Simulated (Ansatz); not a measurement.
BN at -0.5 GPa: from Born charge to LO–TO splitting and polaron coupling

Computed with Ansatz 0.2.0, DFT PBE, scalar-relativistic, plane waves, PAW. Settings: 420 eV plane-wave cutoff, Γ-centred 8×8×8 mesh, fixed occupations. No spin polarisation. Phonons by linear response, acoustic sum rule imposed.

The cell is fixed (symmetry leaves no force on the atoms) and stands under -0.5 GPa:
```cif
data_structure
_symmetry_space_group_name_H-M 'F-43m'
_symmetry_Int_Tables_number 216
_cell_length_a 3.6262
_cell_length_b 3.6262
_cell_length_c 3.6262
_cell_angle_alpha 90.000
_cell_angle_beta 90.000
_cell_angle_gamma 90.000
_cell_volume 47.68
loop_
_atom_site_label
_atom_site_type_symbol
_atom_site_symmetry_multiplicity
_atom_site_Wyckoff_symbol
_atom_site_fract_x
_atom_site_fract_y
_atom_site_fract_z
_atom_site_occupancy
B1 B 4 a 0.00000 0.00000 0.00000 1
N1 N 4 d 0.25000 0.25000 0.75000 1
```

The cell is the ideal cubic zincblende prototype.

Linear response gives ν_TO = 1025.0 cm⁻¹, Born charges ±1.915 e (positive on B) and ε∞ = 4.616. The primitive cell holds 11.921 Å³, and the masses are 10.810 and 14.007 amu.

Question: Find ν_LO and the static dielectric constant.

Answer: The long-wave field adds a restoring force: ω_LO² − ω_TO² = Z*²e²/(ε_vac ε∞ μV). In these units ν_LO² − ν_TO² = 4.92064×10⁷ Z*²/(μ V ε∞) cm⁻², with μ = m₁m₂/(m₁ + m₂) = 6.101 amu: 537397 cm⁻². So ν_LO = √(1025.0² + 537397) = 1260.2 cm⁻¹, and the run gives 1260.2. Lyddane–Sachs–Teller then gives ε0 = ε∞ (ν_LO/ν_TO)² = 6.98, against 6.98 in the run (it forms both from the same three quantities, so the match checks the arithmetic only). Between ν_TO and ν_LO the dielectric function is negative and an undamped crystal reflects fully: a reststrahlen band from 7.9 to 9.8 μm.

Question: What do the Clausius–Mossotti polarisability and the Szigeti charge come to?

Answer: With the Lorentz local field, α = (3V/4π)(ε∞ − 1)/(ε∞ + 2) = 1.56 Å³ for the pair, and e_S = 3Z*/(ε∞ + 2) = 0.87 e. The Born charge includes the electrons' response to the dipole's own local field, and e_S takes that enhancement out. The Lorentz field assumes point-like polarisable ions, a poor picture once ε∞ is this large, since the electron clouds then overlap or are shared, so both numbers are formal here.

Question: How strongly does a slow electron couple to the LO mode?

Answer: For one isotropic parabolic band, Fröhlich's constant is α_F = (1/ε∞ − 1/ε0) √(m* Ry/ħω_LO), with Ry = 13.606 eV, ħω_LO = 156.2 meV and m* in free-electron masses: α_F = 0.0733 × 9.33 × √m* = 0.68 √m*. The band mass isn't part of this run; for m* = 0.1, 0.3 and 1 it gives 0.22, 0.37, 0.68. In weak coupling the polaron lies α_F ħω_LO below the band edge (59 meV at m* = 0.3) with a mass m*(1 + α_F/6); past α_F of about 5 or 6 that expansion fails. A semilocal functional's ε∞ tends to be too large, which taken alone lowers α_F.

Cost: 1 run of about 0.17 core-minutes, on Intel Xeon Platinum 8488C (Sapphire Rapids) (shared hosts).

Cubic BN combines a stiff covalent network with a strongly polar lattice response. Short sp³ bonds between light atoms put the optical modes at high frequency, while nitrogen's greater electronegativity makes the bonds polar. The Born charge of 1.915 e measures how polarisation changes as the atoms move, not a static charge transfer, so it doesn't make the crystal ionic. Acting on a small reduced mass in a compact cell with modest electronic screening, it opens the wide LO–TO gap.

Even so, electrons supply most of the static screening, and the stiff lattice keeps the polaron coupling weak to moderate for all the masses tried. Both optical frequencies lie somewhat below the measured ones, probably because PBE slightly overestimates the bond length and softens the bonds, with the small tension acting the same way. The conduction minimum of cubic BN lies near X and has an anisotropic mass, so the single-mass estimates give the scale of the coupling rather than the polaron's directional transport.
